Cantilever notes: two shape functions give the stiffness, and the same two, made frequency dependent, give the spectrum

1. Assumptions and equation

The beam lies along x, is clamped at x = 0 and free at x = L, and has width b (along y) and thickness h (along z). The deflection w(x,t) and the load q per unit length point along +z. Primes are x-derivatives until I scale the length. I assume three things. (a) Sections stay plane and normal to the bent axis, so u_x = −z w′ and ε_xx = −z w″. (b) The stress is uniaxial, σ_xx = E ε_xx, with E Young's modulus along the axis. (c) Only the transverse motion carries kinetic energy. Slopes are small throughout.

Integrating ½Eε² over the section gives the bending energy per length ½EI w″², with I = ∫z² dA = bh³/12. The kinetic energy per length is ½ρA (∂w/∂t)², with A = bh. Varying the bending energy and integrating by parts twice,

δU = EI [w″ δw′ − w‴ δw] from 0 to L + ∫ EI w⁗ δw dx.

The bulk term gives EI ∂⁴w/∂x⁴ + ρA ∂²w/∂t² = q. At the clamp w = w′ = 0. At the tip δw and δw′ are free, so with a tip force F doing work F δw(L) I get w″(L) = 0 and EI w‴(L) = −F.

I scale with ξ = x/L, and from here primes mean d/dξ. For motion at angular frequency ω I define

λ = ρA ω² L⁴/(EI) = p⁴, p = βL.

Stiffness is then counted in EI/L³, mass in m = ρAL, and f = √λ f₀ with f₀ = √(EI/ρA)/(2πL²).

2. The two-function model

At ω = 0 and with load only at the tip, w⁗ = 0, so w is a cubic. The clamp removes 1 and ξ and leaves ξ² and ξ³. That is a two-dimensional space, and I label it by the tip deflection w₁ = w(1) and the scaled tip slope θ = w′(1):

w = w₁ N₁ + θ N₂, N₁ = 3ξ² − 2ξ³, N₂ = ξ³ − ξ².

With N₁″ = 6 − 12ξ and N₂″ = 6ξ − 2, the matrices K_ij = ∫N_i″N_j″ dξ and M_ij = ∫N_i N_j dξ are

K = [[12, −6], [−6, 4]], M = (1/420) [[156, −22], [−22, 4]].

Statics. The energy completes to a square:

2U = 12w₁² − 12w₁θ + 4θ² = 3w₁² + 4(θ − 3w₁/2)².

A tip force couples to w₁ only, so θ relaxes to 3w₁/2 and what remains is 2U = 3w₁². Restoring units,

k = 3EI/L³ = E b h³/(4L³).

The relaxed shape is w = w₁(3ξ² − ξ³)/2, for which w″(1) = 0 and w‴ = −3w₁, so both tip conditions hold. Nothing is approximated, because the true static solution lies in the span of N₁ and N₂. The inverse K⁻¹ = [[1/3, 1/2], [1/2, 1]] lists the tip compliances FL³/3EI (deflection per force), FL²/2EI (slope per force) and τL/EI (slope per tip moment τ). If the tip slope is held at zero the stiffness is K₁₁ = 12, four times larger, so three quarters of it is given away by letting the tip rotate. Even a uniform load gives the right tip deflection: the load vector ∫N_i dξ = (1/2, −1/12) yields w₁ = 1/6 − 1/24 = 1/8, that is qL⁴/8EI. The reason is reciprocity. The tip deflection under any load is the load integrated against the response to a unit tip force, and that response is in the space.

Dynamics. With μ = λ/420,

det(K − λM) = (12 − 156μ)(4 − 4μ) − (6 − 22μ)² = 4(35μ² − 102μ + 3),

so λ = 612 ∓ 96√39 = 12.4802 and 1211.52, and √λ = 3.5327 and 34.807. These are Rayleigh-Ritz values, hence upper bounds on the first two exact eigenvalues. The lower eigenvector has θ/w₁ = (12 − 156μ)/(6 − 22μ) = 1.3775, flatter at the tip than the static 3/2, because the inertial load is spread along the beam. Its stiffness referred to the tip is 3 + 4(θ/w₁ − 3/2)² = 3.0600.

If I freeze θ = 3w₁/2 there is one function left, with mass ∫[(3ξ² − ξ³)/2]² dξ = 33/140 = 0.2357, so λ = 140/11 and √λ = 3.5675.

The model's dynamic tip compliance, in L³/EI, is the 11 element of (K − λM)⁻¹:

G₂(λ) = (1 − μ)/(3 − 102μ + 35μ²).

3. The same two functions at finite frequency

At frequency ω the unloaded span obeys w⁗ = p⁴w, solved by cos, sin, cosh and sinh of pξ. The clamp again removes two and leaves

u = cosh pξ − cos pξ = (pξ)² + …, v = sinh pξ − sin pξ = (pξ)³/3 + ….

These are ξ² and ξ³ with the inertia built in. The problem is still 2 × 2 and now exact at every frequency. Write w = a u + d v and let c, s, C, S stand for cos p, sin p, cosh p, sinh p. For a tip force of unit scaled size,

w″(1) = p² [a(C + c) + d(S + s)] = 0,
w‴(1) = p³ [a(S − s) + d(C + c)] = −1.

The determinant of the bracketed system is (C + c)² − (S² − s²) = 2(1 + cC). Free vibration needs it to vanish:

cos p cosh p = −1, f_n = p_n² √(EI/ρA)/(2πL²).

Written as cos p = −1/cosh p, the roots sit near x_n = (n − ½)π, shifted by about (−1)ⁿ⁺¹/cosh x_n. That gives 4.6944 and 7.8548 for n = 2 and 3. Solving numerically, p_n = 1.8751, 4.6941, 7.8548, p_n² = 3.5160, 22.034, 61.697 and λ_n = 12.3624, 485.52, 3806.5. The ratios f₂/f₁ = 6.267 and f₃/f₁ = 17.55 contain no material constant. The modes are φ_n = u − σ_n v with σ_n = (C + c)/(S + s) at p_n. For the first, σ₁ = 0.7341 and φ′(1)/φ(1) = 1.3765, against 1.3775 from the cubic pair.

The shift formula is useless for n = 1, where the series is better: 1 + cC = 2(1 − λ/12 + λ²/5040 − …). Cut at λ², it gives λ₁ ≈ 210 − 6√1085 = 12.3640 and √λ₁ ≈ 3.5162.

Off resonance, with D = 1 + cC, the solution is a = (S + s)/(2p³D), d = −(C + c)/(2p³D), and the tip moves by

G = a(C − c) + d(S − s) = (sC − cS)/(p³ D).

Now dD/dp = cS − sC and dλ = 4p³ dp, so G = −4 d ln D/dλ. As a function of λ, D is entire and grows at most like exp(const·|λ|^(1/4)), so it equals 2∏(1 − λ/λ_n), with only real positive zeros because these are the eigenvalues of a self-adjoint, positive problem. Therefore

G(λ) = Σ_n 4/(λ_n − λ).

Each term is an oscillator 1/(k_n − m_n λ) with m_n = 1/4 and k_n = λ_n/4. Every mode, referred to its tip amplitude, has mass m/4 and stiffness λ_n EI/(4L³). At λ = 0 the series of D gives G = 4/12 = 1/3. So the stiffness and the spectrum are one statement: the static compliance is the modal compliances added as springs in series,

Σ 12/λ_n = 1.

The first three terms are 0.9707, 0.0247 and 0.0032, and they add to 0.9986.

4. Small model against the general result

Expanding the exact compliance,

G = 1/3 + (11/420)λ + (2641/1247400)λ² + ….

G₂ expands to 1/3 + (11/420)λ + (3331/1587600)λ² + …, and the one-function form 1/(3 − 33λ/140) also starts with 1/3 + (11/420)λ. The first two coefficients are exact in both small models. This must be so: the λ⁰ term needs the static shape, and the λ¹ term is the integral of the square of that same shape. The λ² term needs the static response to an inertial load shaped like the cubic, which is a polynomial of degree seven and lies outside the space.

quantity | one cubic | two cubics | exact
static tip stiffness | 3 | 3 | 3
λ¹ coefficient of G | 11/420 | 11/420 | 11/420
λ² coefficient of G | 0.002058 | 0.002098 | 0.002117
√λ₁ | 3.5675 | 3.5327 | 3.5160
f₁ above exact, % | 1.5 | 0.48 | 0
√λ₂ | none | 34.807 | 22.034
f₂ above exact, % | none | 58 | 0
mode 1 share of compliance | 1 | 0.9804 | 0.9707
Σ 1/λ_n | 11/140 | 34/420 | 35/420

The last entry for two cubics is the trace of K⁻¹M. The cubic pair puts the whole remaining share of the compliance, 0.0196, into one upper mode. That mode only fills what is left of a two-dimensional space, and I do not read it as the physical second mode: a cubic has linear curvature, and the second mode's curvature changes sign inside the span and returns to zero at the tip.

This also sorts out three effective masses that are easy to mix up. 33/140 = 0.2357 is the exact low-frequency mass, since 1/G = 3 − (33/140)λ + …. The value 1/4 belongs with the modal stiffness k₁ = λ₁/4 = 3.0906, which is 1.0302 times k. And 3/λ₁ = 0.2427 is the number that must go with the static k to return f₁ = √(k/m_eff)/2π.

5. Numbers for a silicon lever

The lever has L = 200 µm, b = 30 µm, h = 2 µm, with its axis along [110]. I assume a (001) wafer, so the width runs along [1̄10] and the thickness along [001]. The elastic constants are the measured values compiled by Oses (2018), temperature not stated: C₁₁ = 165.64, C₁₂ = 63.94, C₄₄ = 79.51 GPa. The density is a typical 2329 kg/m³.

Inverting, with Δ = (C₁₁ − C₁₂)(C₁₁ + 2C₁₂): S₁₁ = (C₁₁ + C₁₂)/Δ = 7.691, S₁₂ = −C₁₂/Δ = −2.142 and S₄₄ = 1/C₄₄ = 12.577 TPa⁻¹ (Voigt notation, engineering shear). A uniaxial stress σ along [110] has cube-axis components σ₁ = σ₂ = σ₆ = σ/2. Then ε₁ = ε₂ = (S₁₁ + S₁₂)σ/2, the shear is S₄₄σ/2 and ε₃ = S₁₂σ. Projecting on the beam axes,

S′₁₁ = (S₁₁ + S₁₂)/2 + S₄₄/4 = 5.9187 TPa⁻¹, S′₁₂ = (S₁₁ + S₁₂)/2 − S₄₄/4 = −0.3698 TPa⁻¹.

So E = 1/S′₁₁ = 168.96 GPa, the Poisson ratio across the width is ν = 0.0625, and through the thickness it is 0.362. Because ε₁ = ε₂, no shear appears in the beam axes and bending does not couple to twist. Along [100], E = 1/S₁₁ = 130.02 GPa, and the same lever would lose 23 % in k and 12 % in f.

Section and scales: I = 20 µm⁴, EI = 3.3792 × 10⁻¹² N m², ρA = 1.3974 × 10⁻⁷ kg/m, m = 27.95 ng, EI/L³ = 0.4224 N/m, f₀ = 19.566 kHz. The extra figures are for carrying the arithmetic. The model then gives k = 1.27 N/m and

mode | f exact, kHz | f two cubics, kHz | k_n, N/m
1 | 68.8 | 69.1 | 1.31
2 | 431 | 681 | 51.3
3 | 1207 | none | 402

The single cubic gives 69.8 kHz. The modal mass m/4 is 6.99 ng for every mode. By equipartition each mode has ⟨w₁²⟩ = k_BT/k_n, and the sum rule adds these to k_BT/k. At an assumed 300 K the rms tip motion is 57.2 pm, and mode 1 alone gives 56.3 pm. A stiffness read from the area of the first thermal peak in true tip displacement is therefore k₁ and must be multiplied by 0.9707 to give k.

6. What was left out, and how large it is

Width. With b/h = 15 the lever is nearly a plate, and the clamp suppresses the transverse curvature that uniaxial stress implies. If it were suppressed everywhere, ε_yy = 0 and E would become 1/(S′₁₁ − S′₁₂²/S′₂₂) = E/(1 − ν²), since S′₂₂ = S′₁₁. That caps the effect at 0.39 % in k and 0.20 % in f. The small in-plane ν of this orientation is what makes beam theory good here.

Shear. The shear force V is carried by a stress (3V/2A)(1 − 4z²/h²), with energy per length (6/5)V²/(2G_sA). For shear in the plane of [110] and [001], G_s = C₄₄. The added tip deflection relative to bending is (3/10)(E/G_s)(h/L)² = 6.4 × 10⁻⁵.

Shear and rotary inertia in the modes. Let r² = I/(AL²) = h²/(12L²). Section rotation adds r²∫φ′² to the mass ∫φ². Shear lowers λ, to first order, by the ratio of shear to bending energy, (6/5)(E/G_s) r² ∫φ‴²/∫φ″². The function φ″ solves the same equation with clamped and free ends exchanged, so it is proportional to φ(1 − ξ), and both ratios of integrals equal J_n = ∫φ′²/∫φ². Hence δf/f = −½ r² J_n [1 + (6/5)E/G_s]. With J₁ = 4.65, J₃ = 77.3 and the bracket equal to 3.55, the downward shifts are 6.9 × 10⁻⁵ and 1.1 × 10⁻³. The kinematic assumption is the safest part of the model.

Tip mass. A point mass ηm at the end exerts the scaled force ηλw₁, so the condition becomes ηλG = 1, or 1 + cC = ηp(sC − cS). Near a pole, λ_n − λ = 4ηλ, so δf/f ≈ −2η for small η. An assumed conical tip of height 15 µm and base radius 5 µm has 393 µm³ against 12000 µm³ of beam, so η = 0.0327. First order lowers f₁ by 6.5 %. The full root lowers it by 6.0 %, to 64.7 kHz. The static k does not change.

Air. The frequencies above are for vacuum. Potential flow round a flat strip adds a mass πρ_a b²/4 per length, a standard result that I quote. With a typical air density ρ_a = 1.2 kg/m³ this is 0.61 % of ρA and lowers f by 0.30 %. With a typical viscosity η_a = 1.8 × 10⁻⁵ Pa s the viscous layer √(η_a/(πρ_a f₁)) is 8.3 µm thick, not small against b/2, so the dragged mass exceeds the inviscid figure by a factor of order one.

Geometry and clamp. k goes as h³/L³ and f as h/L². A thickness 5 % over nominal raises k by 16 % and f by 5 %. One micron of extra length lowers k by 1.5 % and f by 1.0 %. The support is silicon too, and strain leaks into it over a distance of order h, which acts like extra length. I have not computed the coefficient, but a per cent or a few in k is the scale. A tip set back from the end shortens the loaded length and raises k at the same rate per micron.

Other families. Bending in the plane has I larger by (b/h)², so its first mode is at 15 f₁ = 1.03 MHz. The first torsional mode, from the standard thin-strip torsion constant bh³/3, the polar moment b³h/12 and the in-plane shear modulus (C₁₁ − C₁₂)/2 = 50.85 GPa, is roughly (1/4L)(2h/b)√(50.85 GPa/ρ) = 0.8 MHz. Both lie between f₂ and f₃ and are not roots of cos p cosh p = −1.

So 1.27 N/m and 68.8 kHz are the model's values for a bare, ideally clamped bar of nominal size with a typical density. The 0.48 % by which two cubics overshoot f₁ is of the same size as the plate and air terms and well below the tip-mass and thickness terms. For k and f₁ of a real lever the two-cubic model is limited by the inputs and not by the basis. For the overtones I need the finite-frequency pair u and v.